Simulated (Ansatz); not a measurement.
Pt: pressure and energy above lowest point against volume per atom

Equation of state of a cubic crystal from periodic Kohn-Sham density functional theory without spin; pressure corrected for the finite basis. The results are calculated, by Ansatz 0.2.0 development build.

Cell of the first row (space group Fm-3m, No. 225):
```
cell vectors (Å)
   0.0000     1.9450     1.9450
   1.9450     0.0000     1.9450
   1.9450     1.9450     0.0000
atoms (fractions of the cell vectors)
Pt  0.00000  0.00000  0.00000
```

Settings of every row: formula Pt; structure type fcc; functional PBE; spin treatment none; k mesh 24x24x24; occupation method fermi-dirac; occupation width 0.061225619 eV; wave cutoff 420 eV; datasets soft-1 PAW; density cutoff ratio 4.

Limits: no spin-orbit coupling, which can matter with elements this heavy.

```csv
row,volume per atom (Å³),pressure (GPa),energy above lowest point (meV/atom)
1,14.716,17.991,48.98
2,15.029,?,?
3,15.342,5.159,4.81
4,15.656,-0.122,0
5,15.969,-4.762,4.86
6,16.282,-8.832,18.24
7,16.595,-12.395,39.06
```

Question: what pressure and energy above lowest point should row 2 give?

Worked fit of pressure. Take u = (V_r/V)^(2/3) − 1 with V_r = 15.812 Å³ an atom, which is twice the finite (Eulerian) strain; such expansions in the strain, on which the Birch-Murnaghan equation of state is built, carry the rest volume and the bulk modulus. The shown rows have u = 0.04905, 0.02032, 0.00663, -0.00657, -0.01934, -0.03171. Least squares give pressure = −2.5116 + 350.872 × u + 1286.82 × u² + 1659.6 × u³ GPa; a parabola predicts inner rows, each left out in turn, worse (root mean square 0.035 against 0.011 GPa). The rows lie off it by 0.001, -0.004, 0.006, 0.000, -0.004, 0.002 (root mean square 0.0035 GPa). The pressure vanishes at u = 0.0070, or V = 15.65 Å³ an atom, and there the bulk modulus at fixed shape and fractions is B = −V dP/dV = (2/3)(1 + u) dP/du = 248 GPa. The withheld row has u = 0.03444, so the fit gives −2.5116 + 350.872 × (0.03444) + 1286.82 × (0.03444)² + 1659.6 × (0.03444)³ = 11.167 GPa.

The calculation gave 11.165 GPa. The fit lies 0.002 GPa (0.0066 % of the column's range) above it; its largest miss of a shown row is 0.006 GPa.

Worked fit of energy above lowest point. Take u = (V_r/V)^(2/3) − 1 with V_r = 15.812 Å³ an atom, which is twice the finite (Eulerian) strain; such expansions in the strain, on which the Birch-Murnaghan equation of state is built, carry the rest volume and the bulk modulus. The shown rows have u = 0.04905, 0.02032, 0.00663, -0.00657, -0.01934, -0.03171. Least squares give energy above lowest point = 1.289 − 372.03 × u + 26450.6 × u² + 19506 × u³ meV/atom; a parabola predicts inner rows, each left out in turn, worse (root mean square 0.39 against 0.015 meV/atom). The rows lie off it by 0.00, 0.00, 0.01, -0.01, 0.00, 0.00. Its lowest point lies at u = 0.0070, or V = 15.65 Å³ an atom, and the curvature there gives the bulk modulus at fixed shape and fractions, B = (4/9)(1 + u)² E″(u)/V = 248 GPa. The withheld row has u = 0.03444, so the fit gives 1.289 − 372.03 × (0.03444) + 26450.6 × (0.03444)² + 19506 × (0.03444)³ = 20.65 meV/atom.

The calculation gave 20.64 meV/atom. The fit lies 0.01 meV/atom (0.02 % of the column's range) above it, one unit of the last digit.
